# Squeezing cubic HfO₂ widens its gap

Shrink every distance in an ionic crystal by one percent, and each electrostatic energy between its ions grows by about one percent. In hafnium dioxide, HfO₂, the highest filled states belong mainly to oxygen and the lowest empty ones mainly to hafnium. The positive neighbours of an oxygen ion hold its electrons down in energy. The negative neighbours of a hafnium ion push up any electron placed there. Closer ions strengthen both effects, so this scaling argument predicts a wider gap on squeezing and a narrower one on stretching.

Cubic HfO₂ (Fm-3m) under uniform strain of −4 to +4 % in length, computed with Ansatz 0.2.0 using r2SCAN with spin–orbit coupling, PAW potentials, a 500 eV plane-wave cutoff, an 8×8×8 k mesh and fixed occupations. The shortest distance is Hf–O, and the gaps are the smallest found over the mesh and the named k points.

```
volume (Å³/atom)  shortest distance (Å)  band gap (eV)  least direct gap (eV)
           9.543                  2.103          4.622                  4.622
           9.844                  2.125          4.544                  4.544
          10.151                  2.147          4.466                  4.466
          10.465                  2.168          4.386                  4.386
          10.786                  2.190          4.306                  4.306
          11.113                  2.212          4.225                  4.225
          11.446                  2.234          4.143                  4.143
          11.786                  2.256          4.060                  4.060
          12.133                  2.278          3.976                  3.976
```

The calculation agrees with the direction. The band gap falls at every step of expansion, from 4.62 to 3.98 eV, and no row stands out from the smooth course. It also equals the least direct gap in every row, so the trend does not come from a switch between a direct and an indirect gap. The row at 10.786 Å³/atom is the crystal near zero pressure, and the others are the same crystal squeezed or stretched by up to 4 % in length.

## Why the gap moves so little

The direction comes out right, but the size does not. Take point ions with the full formal charges, $+4$ on hafnium and $-2$ on oxygen, and sum their potentials over the lattice. Over the whole range of distances the energy difference between the two sites then changes by about 5 eV, to be read only as an order of magnitude. The computed gap changes by 0.65 eV, so the bare ionic picture is roughly eight times too steep.

Several chemical reasons are likely, although the calculation does not separate them. The real charges are smaller than the formal ones, because hafnium and oxygen share electrons. The empty hafnium 5d orbitals also reach out towards the oxygen neighbours, so an electron in them feels an average over a region and not the potential at one point. Both facts weaken the electrostatic effect but leave its direction unchanged. A third works against it: the oxygen 2p bands broaden as the oxygens approach each other, which lifts the highest filled state and is expected to cancel part of the opening.

The sharing of electrons has an effect of its own on the gap. Where hafnium 5d and oxygen 2p orbitals mix, the filled combination moves down and the empty one moves up. Shorter contacts increase the overlap and with it this repulsion between levels. Which levels take part depends on symmetry. The calculation places both band edges at the X point of the zone boundary. There the highest filled state is expected to be an oxygen 2p combination, antibonding between neighbouring oxygens and odd under inversion through hafnium, which cannot mix with the even 5d orbitals. Mixing should therefore act on this gap mainly by pushing up the lowest empty state. Electrostatics and mixing are then both expected to open the gap on squeezing, an argument that rests on the known chemistry of the oxide and not on a separation of the computed gap into parts.

## The bend in the curve

The table does show that these two effects, in their simplest form with fixed ionic charges, are not enough by themselves. Each of them changes fastest where the ions are close, so a gap governed by them alone would fall steeply at first and then flatten as the crystal expands. The computed gap does the opposite: plotted against the shortest distance, it falls slightly faster in the stretched crystal.

A comparison of three rows makes this visible. The first and last rows lie equally far in distance from the middle one, and the mean of their gaps is $(4.622+3.976)/2=4.299$ eV. A curve that flattens on expansion would pass below this mean at the middle row, but the computed gap there is 4.306 eV, or 7 meV above it. A law that follows the inverse distance through the two end rows would miss the middle row by 20 meV.

Something beyond this simple form must therefore hold the gap back on squeezing, and more strongly the closer the ions come. The charges themselves may shrink as the ions share more electrons. Another possible cause is the crowding of the oxygen ions already mentioned. Near zero pressure, neighbouring oxygens are only 2.53 Å apart, less than twice the usual radius of an oxide ion. As they approach, their 2p bands broaden, and the top of the filled states should rise towards the empty ones faster the closer they come.

Both explanations of the bend remain untested. The bend is small, and part of it could come from the plane-wave cutoff and atomic potentials, which were the same at all volumes. The main trend is about ninety times larger than the 7 meV and does not hang on this question.

## A rule for the size

Because the bend is slight, a single slope describes the gap well. One such slope is the deformation potential $a$, the change in gap per change in the logarithm of the volume:

$$E_g(V)=E_0+a\,\ln\frac{V}{V_0}.$$

Here $E_g$ is the band gap at volume $V$, and $E_0$ and $V_0$ are the gap and volume of the row near zero pressure. The two rows on either side of it give the slope:

$$a=\frac{4.225-4.386}{\ln(11.113/10.465)}\ \text{eV}\approx-2.68\ \text{eV}.$$

In everyday terms, one percent more volume lowers the gap by about 27 meV.

The most strongly squeezed row, which played no part in fixing the slope, can now be estimated:

$$E_g\approx4.306-2.68\,\ln\frac{9.543}{10.786}\approx4.634\ \text{eV}.$$

The table has 4.622 eV. The estimate is too high by 12 meV, about 4 % of the change it was meant to predict. At the other end of the series it is too high by 15 meV.

A rule in terms of distance does somewhat better. With its slope taken from the same two rows, the gap falls by 37 meV for each 0.01 Å added to the shortest distance. The errors at the two ends then shrink to 6 and 8 meV. Both rules overestimate the gap at both ends, which is the bend showing up again.

## Why pressure is a poor ruler

Sometimes the pressure is known and not the volume. The two descriptions are linked by the bulk modulus $B$, the resistance of the crystal to a change in volume:

$$\frac{dE_g}{dP}=-\frac{a}{B}.$$

Around zero pressure the calculation gives a bulk modulus of about 270 GPa, and the gap widens by about 9.9 meV for each GPa of added pressure $P$.

That number holds only near zero pressure. Between the two most squeezed rows the gap gains 6 meV per GPa, and between the two most stretched rows 17 meV per GPa. Most of this difference comes from the stiffness, which is 2.4 times greater at the squeezed end. The deformation potential differs by only 15 % between the two ends. The electronic response to a given change in size is thus nearly steady, while a given pressure produces very different changes in size.

The error from overlooking this can be large. The most squeezed row is at a calculated pressure of 42.4 GPa. Multiplied by 9.9 meV per GPa, this predicts a widening of 0.42 eV, but the table shows $4.622-4.306=0.316$ eV. The pressure rule is about a third too high in a case where the volume rule was off by 4 %.

## What to do with it

For a uniform compression or expansion of this crystal, first find the new volume or lattice constant, from a measurement or an equation of state. Then apply the deformation potential or the distance rule. Use a constant pressure coefficient only for small pressures. A film stretched in its plane also changes shape, which can split levels that stay together here, so its gap calls for a calculation with that shape.

Use the differences in gap with more confidence than the gaps themselves. The r2SCAN functional generally makes the gaps of oxides too small, so a better starting value should be combined with the shift found here. The shift also leaves open how much each band edge moves on its own.

The results belong to the ideal cubic structure. This form of HfO₂ is the high-temperature phase. At room temperature it is unstable, and its oxygen ions move off their symmetric sites, which changes the gap as well. Before the slope is carried over to a tetragonal or monoclinic sample, it should be recalculated for that structure.

For a related oxide, the useful question is which effect gains more when the ions approach. Stronger electrostatic separation opens the gap, and so does stronger mixing between metal and oxygen where symmetry lets the states at the band edges mix, while broader bands close it. In cubic HfO₂ the opening effects win over the whole range of the table, and the slight bend suggests that their lead shrinks as the crystal is squeezed.
